# Trap-limited diffusion of hydrogen in heavily boron-doped silicon

Hydrogen crosses pure silicon quickly, yet in heavily boron-doped material it can advance less than a micron in an hour and leave a step-shaped profile. I will derive both that step and the slow, smooth profile of a dilute dose from one conservation law and one isotherm. Then I will add the electric field, which this system does not allow us to ignore.

## Premises

1. Mobile hydrogen has concentration $c(x,t)$ in cm$^{-3}$ and diffusivity $D=D_0e^{-E_m/k_BT}$. It is dilute on its $N_s$ interstitial sites per volume, $c\ll N_s$.
2. There are $N_T$ immobile, uniformly spread traps per volume. Each holds at most one H, in one of $g$ equivalent configurations, with binding energy $E_b>0$ relative to a mobile site. The filled fraction is $\theta$.
3. Traps do not interact, and there is no other sink, in particular no H$_2$ formation.
4. The sample is the half-space $x>0$, empty at $t=0$, with $c(0,t)=c_0$ held fixed.
5. For now there is no drift, so the flux is $J=-D\,\partial_xc$. I lift this premise later.

## The isotherm

Put the energy zero at a mobile site and let $\mu$ be the chemical potential of hydrogen. A dilute lattice gas has $c=N_se^{\mu/k_BT}$. A trap is empty with weight 1 or filled with weight $g\,e^{(\mu+E_b)/k_BT}$. The ratio of the weights is the ratio of the probabilities, and eliminating $\mu$ gives

$$\frac{\theta}{1-\theta}=Kc,\qquad K=\frac{g}{N_s}e^{E_b/k_BT},\qquad \theta=\frac{Kc}{1+Kc}.\tag{1}$$

$E_b$ includes zero-point energy, and I neglect the difference in vibrational entropy between the two sites. Out of equilibrium the traps obey the rate equation of the McNabb–Foster model,

$$\partial_t\theta=kc(1-\theta)-r\theta.\tag{2}$$

Its stationary point must be (1), so $r=k/K$. At fixed $c$, equation (2) is linear in $\theta$ and relaxes at the rate $kc+r=r(1+Kc)$. Local equilibrium is the assumption that $c$ changes little in that relaxation time, so that (1) holds at every $x$ and $t$.

## The effective diffusivity

Only mobile hydrogen carries flux, while both populations store it. With the total concentration $u=c+N_T\theta$,

$$\partial_tu=-\partial_xJ=D\,\partial_x^2c.\tag{3}$$

In local equilibrium $u$ is a function of $c$, and from (1) $d\theta/dc=K/(1+Kc)^2$. The chain rule gives $\partial_tu=(du/dc)\,\partial_tc$, hence

$$\partial_tc=D_{\rm eff}(c)\,\partial_x^2c,\qquad D_{\rm eff}=\frac{D}{1+N_TK/(1+Kc)^2}.\tag{4}$$

Since $K/(1+Kc)^2=\theta(1-\theta)/c$, this is also $D_{\rm eff}=Dc/[c+N_T\theta(1-\theta)]$, the form due to Oriani (1970).

**Question.** *Should a concentration-dependent diffusivity not stand inside the divergence?*

It depends on the variable. For the mobile concentration it stands outside, as in (4), because $c$ alone is not conserved. For the total we have $\partial_xc=\partial_xu/(du/dc)$, so $J=-D_{\rm eff}\,\partial_xu$ and $\partial_tu=\partial_x(D_{\rm eff}\,\partial_xu)$. A depth profile of all the hydrogen gives $u$, and the second form is the one to fit. Writing $\partial_tc=\partial_x(D_{\rm eff}\,\partial_xc)$ adds a spurious term $D_{\rm eff}'(c)(\partial_xc)^2$.

Now the dilute limit, $Kc_0\ll1$. The diffusivity becomes the constant $D/(1+N_TK)$, equation (4) is linear, and $c=c_0\,\mathrm{erfc}[x/2\sqrt{D_{\rm eff}t}]$. With $\beta=1/k_BT$ and $K\propto e^{\beta E_b}$, the Arrhenius slope is

$$E_a=-\frac{d\ln D_{\rm eff}}{d\beta}=E_m+E_b\,\frac{N_TK}{1+N_TK}.\tag{5}$$

For strong trapping, $N_TK\gg1$,

$$D_{\rm eff}\simeq D_0\frac{N_s}{gN_T}\,e^{-(E_m+E_b)/k_BT}.\tag{6}$$

The activation energy is $E_m+E_b$ and the prefactor is raised by $N_s/gN_T$. An atom is mobile for the fraction $1/(1+N_TK)$ of the time. The slope crosses over to $E_m$ where $N_TK=1$, at $k_BT^*=E_b/\ln(N_s/gN_T)$.

## An exact moment

Multiply (3) by $x$ and integrate by parts. The boundary term $xJ$ vanishes at both ends, and $\int_0^\infty J\,dx=Dc_0$. Therefore $\frac{d}{dt}\int xu\,dx=Dc_0$, and

$$\int_0^\infty x\,u\,dx=Dc_0t.\tag{7}$$

The isotherm was not used, so (7) holds for any trapping kinetics. Traps decide how the first moment is distributed in depth and leave its value alone.

## The saturated front

Take deep traps, $Y\equiv Kc_0\gg1$, and $s\equiv c_0/N_T\ll1$. Where $Kc\gg\sqrt{N_TK}$, equation (4) gives $D_{\rm eff}\to D$, and where $Kc\ll1$ it gives $D/N_TK$. High concentrations move fast and run into a region that hardly moves, so the profile steepens. In the limit $K\to\infty$, $\theta=1$ wherever $c>0$ and $\theta=0$ beyond a front $x_f(t)$. If the stored mobile hydrogen is neglected, $u=N_T$ behind the front, and (7) reads $N_Tx_f^2/2=Dc_0t$:

$$x_f=\sqrt{2Dc_0t/N_T}.\tag{8}$$

The same result follows from the flux. With no storage behind the front $\partial_x^2c=0$, so $c=c_0(1-x/x_f)$, and the flux $Dc_0/x_f$ fills traps at the rate $N_T\dot x_f$. Integrating $x_f\dot x_f=Dc_0/N_T$ gives (8).

**Question.** *A linear profile with a moving end does not solve the diffusion equation. How much does that cost?*

The limit $K\to\infty$ is a Stefan problem with an exact solution. Behind the front $\partial_tc=D\,\partial_x^2c$, solved by $c=c_0[1-\mathrm{erf}(x/2\sqrt{Dt})/\mathrm{erf}\lambda]$, which vanishes at $x_f=2\lambda\sqrt{Dt}$. The flux there is $c_0\sqrt{D/\pi t}\,e^{-\lambda^2}/\mathrm{erf}\lambda$ and must equal $N_T\dot x_f=N_T\lambda\sqrt{D/t}$, so

$$\sqrt\pi\,\lambda\,e^{\lambda^2}\mathrm{erf}\lambda=s.\tag{9}$$

The left side expands as $2\lambda^2+\tfrac43\lambda^4+\dots$, so $\lambda^2=\tfrac s2(1-\tfrac s3+\dots)$ and $x_f=\sqrt{2sDt}\,(1-s/6+\dots)$. The relative cost is $s/6$. The moment confirms it, since the linear profile adds $c_0x_f^2/6$ to the left of (7).

**Question.** *Where has the binding energy gone?*

It has dropped out of (8). Once the traps behind the front are full they no longer delay anything, and the advance is limited by supply. The slope of $\ln(x_f^2/t)$ against $-\beta$ is $E_m$ plus whatever temperature dependence $c_0$ has. Reading $E_m+E_b$ from a step profile is a mistake. $E_b$ survives in the width of the step, which I treat next.

## Width and shift at finite $K$

Near the front the profile translates at the speed $v=\dot x_f$, so $\partial_t\to-v\,\partial_x$. For $s\ll1$ we keep only trapped storage in (3): $-vN_T\theta'=Dc''$. Both $\theta$ and $c'$ vanish far ahead, so one integration gives $Dc'=-vN_T\theta$. With $y=Kc$,

$$\frac{1+y}{y}\,dy=-\frac{dx}{w},\qquad y+\ln y=1+\frac{x_h-x}{w},\qquad w=\frac{D}{vN_TK},\tag{10}$$

where $x_h$ is the half-filling depth, $y=1$. From $v=Dc_0/N_Tx_f$ we get $w=x_f/Y$. For $y\gg1$, (10) is linear with slope $-Y/x_f$ and joins the outer profile. Filling drops from 90% to 10% between $y=9$ and $y=1/9$, a distance $(80/9+2\ln9)\,w=13.3\,w$. A sharp step therefore needs $Kc_0$ far above 13, a stricter demand than $Kc_0\gg1$.

The moment (7) locates $x_h$. By (10), $\theta\,dx=-w\,dy$ and $(1-\theta)\,dx=-w\,dy/y$. The tail ahead adds $x_hw\int_0^1dy=x_hw$ to $\int x\theta\,dx$. The empty traps behind, with $x\simeq x_h(1-y/Y)$, remove $x_hw\int_1^Y(1-y/Y)\,dy/y\simeq x_hw(\ln Y-1)$. So $\int x\theta\,dx\simeq\tfrac12x_h^2[1-2(\ln Y-2)/Y]$, and setting this equal to $x_f^2/2$,

$$x_h\simeq x_f\left[1+\frac{\ln Y-2}{Y}\right],\tag{11}$$

with neglected terms of order $(\ln Y/Y)^2$.

**Question.** *At the front $c$ is small and capture is slow. Does local equilibrium survive there?*

The relaxation rate near $y\sim1$ is of order $r$, and the front crosses its own scale in the time $w/v$. Define the capture length $\ell=\sqrt{D/kN_T}$, the distance a mobile atom diffuses among empty traps. Using $r=k/K$ and $v=D/wN_TK$, we find $rw/v=kN_Tw^2/D=(w/\ell)^2$. Local equilibrium at the front needs $w\gg\ell$. For diffusion-limited capture with radius $R$, $k=4\pi RD$ and $\ell=(4\pi RN_T)^{-1/2}$. If the condition fails, the edge is smeared over $\ell$ and (10) is lost. Equation (8) remains, because (7) is exact and (8) needs only a step that is narrow compared with $x_f$.

## The field in boron-doped silicon

In p-type silicon the mobile species is H$^+$, the trap is B$^-$, and the pair is neutral. The reaction H$^+$ + B$^-$ ⇌ (BH)$^0$ exchanges no carrier, so $K$ does not depend on the Fermi level and (1) stands. Premise 5 does not. Every pair removes an acceptor, the hole density $p$ varies with depth, and a built-in field appears.

Assume full ionisation, quasi-neutrality, and holes in equilibrium with Boltzmann statistics, $p\propto e^{-e\phi/k_BT}$ for the electrostatic potential $\phi$. Holes are far more numerous and mobile than H$^+$, so their quasi-Fermi level stays flat. Neutrality reads $p+c-n=N_T(1-\theta)$, and for $c,n\ll p$ it gives $p=N_T/(1+Kc)$. With the Einstein relation for charge $+e$,

$$J=-D\left[\partial_xc+c\,\partial_x\frac{e\phi}{k_BT}\right]=-D\left[\partial_xc-c\,\partial_x\ln p\right]=-D(1+\theta)\,\partial_xc,\tag{12}$$

because $\partial_x\ln p=-K\,\partial_xc/(1+Kc)$. The field points from the passivated layer into the hole-rich bulk and pushes H$^+$ inward. In the equation for $u$, $D_{\rm eff}$ is multiplied by $1+\theta$. The dilute results (5) and (6) are untouched, since $\theta\to0$. In the saturated layer drift equals diffusion in size. Write $J=-D\,\partial_x\Phi$ with

$$\Phi(c)=\int_0^c(1+\theta)\,dc'=2c-\frac{\ln(1+Kc)}{K}.$$

Then $\int J\,dx=D\Phi(c_0)$ replaces $Dc_0$ in (7), where $c_0$ is now the H$^+$ concentration just below any surface space-charge layer, and

$$x_f^+=\sqrt{2D\Phi(c_0)t/N_T}\;\longrightarrow\;\sqrt{4Dc_0t/N_T}\quad(Y\to\infty).\tag{13}$$

The front lies deeper than (8) by a factor approaching $\sqrt2$. The inner balance becomes $D(1+\theta)c'=-vN_T\theta$, that is $(2+1/y)\,dy=-dx/w^+$. Here $w^+=x_f^+/2Y$ because $v\simeq2Dc_0/N_Tx_f^+$, and the 90–10% width is $(160/9+2\ln9)\,w^+=22.2\,w^+$. The tail ahead now adds $x_hw^+\int_0^1\frac{1+2y}{1+y}dy=x_hw^+(2-\ln2)$. The empty traps remove $x_hw^+\int_1^Y(1-\frac yY)(\frac1y+\frac1{1+y})\,dy\simeq x_hw^+(2\ln Y-\ln2-2)$. The net removal $x_hw^+(2\ln Y-4)$ equals $x_h^2(\ln Y-2)/Y$ as before, so (11) holds with $x_f^+$.

**Question.** *Then when does (8) apply as written?*

It applies to a neutral diffuser, and to H$^+$ when the traps being filled do not control the hole density, so that $p$ stays uniform. When the boron is both trap and sole dopant, use (13). An analysis with (8) then overestimates the product $Dc_0$ by up to a factor of two.

## Range of validity

- Equations (4) to (6) need local equilibrium, $r(1+Kc)\,t\gg1$ for smooth profiles. Equation (6) also needs $Kc_0\ll1\ll N_TK$.
- The front laws need $c_0\ll N_T$, with relative correction $s/6$ in (8), and $Kc_0$ well above 13 for a sharp step, with the shift (11). They also need $\ell\ll x_f$ and a constant $c_0$.
- The shape (10) needs $w$ larger than $\ell$ and than the trap spacing $N_T^{-1/3}$.
- Equation (13) needs $c_0$ and the intrinsic density $n_i$ well below $p(0)=N_T/(1+Y)$, a Debye length $L_D=\sqrt{\varepsilon\varepsilon_0k_BT/e^2p}$ far below $x_f^+$, and a Fermi level low enough that H$^+$ dominates.
- H$_2$ formation, capture of a second H at a boron, and extended defects are excluded. They matter first near the surface, where $c$ is largest and $p$ smallest.

## Numerical illustration

Take $N_T=10^{19}$ cm$^{-3}$, $c_0=10^{15}$ cm$^{-3}$, $T=400$ K and $t=3600$ s, so $k_BT=34.47$ meV and $s=10^{-4}$. As typical inputs I use $D_0=10^{-2}$ cm$^2$/s, $E_m=0.48$ eV and $E_b=0.75$ eV. H$^+$ sits at bond centres, two per atom, so an approximate atom density of $5.0\times10^{22}$ cm$^{-3}$ gives $N_s=1.0\times10^{23}$ cm$^{-3}$, and the four B–Si bonds give $g=4$. The measured static dielectric constant is 11.7 at 300 K, as listed by the Ioffe Institute, and I use it unchanged at 400 K.

Then $D=8.96\times10^{-9}$ cm$^2$/s, $K=1.13\times10^{-13}$ cm$^3$, $N_TK=1.13\times10^6$ and $Y=113$.

| Case | Length after one hour |
|---|---|
| No traps, $2\sqrt{Dt}$ | 114 µm |
| Dilute dose, $2\sqrt{D_{\rm eff}t}$ | 0.11 µm |
| Front without field, (8) | 0.80 µm |
| Front with field, (13) | 1.12 µm |

The dilute row would apply to a source with $c_0\ll1/K$. It has $D_{\rm eff}=8.0\times10^{-15}$ cm$^2$/s, $E_a=1.23$ eV, and a prefactor raised by $N_s/gN_T=2500$ to 25 cm$^2$/s. The formal crossover $T^*=1.1\times10^3$ K is far away. With the field, $\Phi(c_0)/c_0=1.96$, which deepens the front by the factor 1.40. The Stefan correction $s/6=1.7\times10^{-5}$ is negligible, and the shift (11) puts half filling 2.4% deeper. Without the field $w=7.1$ nm and the step is 95 nm wide. With it $w^+=5.0$ nm and the step is 0.11 µm wide.

Now the conditions. At the surface $p(0)=8.8\times10^{16}$ cm$^{-3}$, so $c_0/p(0)=1.1\%$, and a typical $n_i$ of $5\times10^{12}$ cm$^{-3}$ is irrelevant. There $L_D=16$ nm, far below $x_f^+$. With an approximate valence-band density of states $N_v=5\times10^{19}$ cm$^{-3}$, the Fermi level lies $k_BT\ln[N_v/p(0)]=0.22$ eV above the valence band. Midgap is at 0.56 eV for the measured 300 K gap of 1.12 eV, as listed by Wing (2021), and H$^+$ typically dominates throughout the lower half of the gap. Ahead of the front $p/N_v=0.2$, and Fermi–Dirac statistics shift the potential by only $0.07\,k_BT/e$, in a region where $c$ is tiny.

For capture, the unscreened Coulomb radius $e^2/4\pi\varepsilon\varepsilon_0k_BT=3.6$ nm gives $\ell=1.5$ nm, $r=4\pi RD/K=0.36$ s$^{-1}$, $rt=1.3\times10^3$ and $(w^+/\ell)^2=11$. Holes screen that attraction, since $L_D=2.1$ nm at half filling. A reduced radius of 1 nm gives $\ell=2.8$ nm and $(w^+/\ell)^2=3.1$. The boron spacing is 4.6 nm, close to $w^+$. The front position is thus well inside its range of validity, while the shape at the leading edge is only roughly described.

**Question.** *How much hangs on your value of $E_b$?*

A change of 0.05 eV alters $K$, and so the dilute $D_{\rm eff}$, by a factor 4.3. At $E_b=0.70$ eV, $Y$ falls to 26. Equation (8) does not move and $\Phi(c_0)/c_0$ falls only to 1.87, but the field-free 90–10% width from (10) grows to about 0.5 of the depth, and the profile no longer deserves to be called a step.